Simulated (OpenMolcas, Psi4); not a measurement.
# AsF3 (arsenic trifluoride): a line through the functionals

AsF3: 4 atoms, total charge 0, spin state singlet. As SMILES, `F[As](F)F`. The coordinates come from a PBE0-D4/def2-TZVP relaxation.

The dipole moment y, in D, basis cc-pVDZ; a is the functional's share of exact exchange. Programs: OpenMolcas 26.06, Psi4 1.11.

| functional | program | a | y (D) |
| --- | --- | --- | --- |
| revPBE | Psi4 | 0 | 2.18 |
| PBE | OpenMolcas | 0 | 2.18 |
| TPSSh | Psi4 | 0.1 | ? |
| B3LYP | Psi4 | 0.2 | 2.48 |
| PBE0 | OpenMolcas | 0.25 | 2.48 |
| BHLYP | OpenMolcas | 0.5 | 2.76 |

Q: Fit y = c + s·a to the known rows and predict TPSSh.

A: 
1. Means of the 5 rows: a = 0.1900, y = 2.416.
2. Σ(Δa)² = 0.172, Σ(Δa·Δy) = 0.2008, so the slope is 0.2008/0.172 = 1.1674.
3. Intercept: 2.416 − (1.1674) × 0.1900 = 2.194. The largest residual of the fit is 0.053.
4. TPSSh: 2.194 + (1.1674) × 0.1 = 2.31 D.

The run gave 2.34 D, so the prediction is off by -0.03 D, within the largest residual. More exact exchange makes the molecule more polar here. The measured value is 2.59 D (NIST CCCBDB).

The dipole moment grows from 2.18 D without exact exchange to 2.76 D in BHLYP, but not strictly with the fraction: B3LYP and PBE0 both give 2.48 D, so the semilocal exchange and correlation parts also matter. Because the geometry is common to all rows, the increase reflects a redistribution of electrons rather than longer bonds. The As–F bonds are strongly polar, and their dipoles add up along the axis of the pyramid, partly opposed by the arsenic lone pair. Exact exchange probably counteracts the excessive delocalisation of semilocal functionals, stabilising the fluorine 2p levels relative to the arsenic orbitals and leaving more charge on fluorine.

The measured 2.59 D lies between the PBE0 and BHLYP values, but this doesn't identify an optimal fraction of exact exchange. A double-zeta basis without diffuse functions describes the outer density of fluorine and the lone pair only roughly, so basis-set and functional errors may partly cancel.
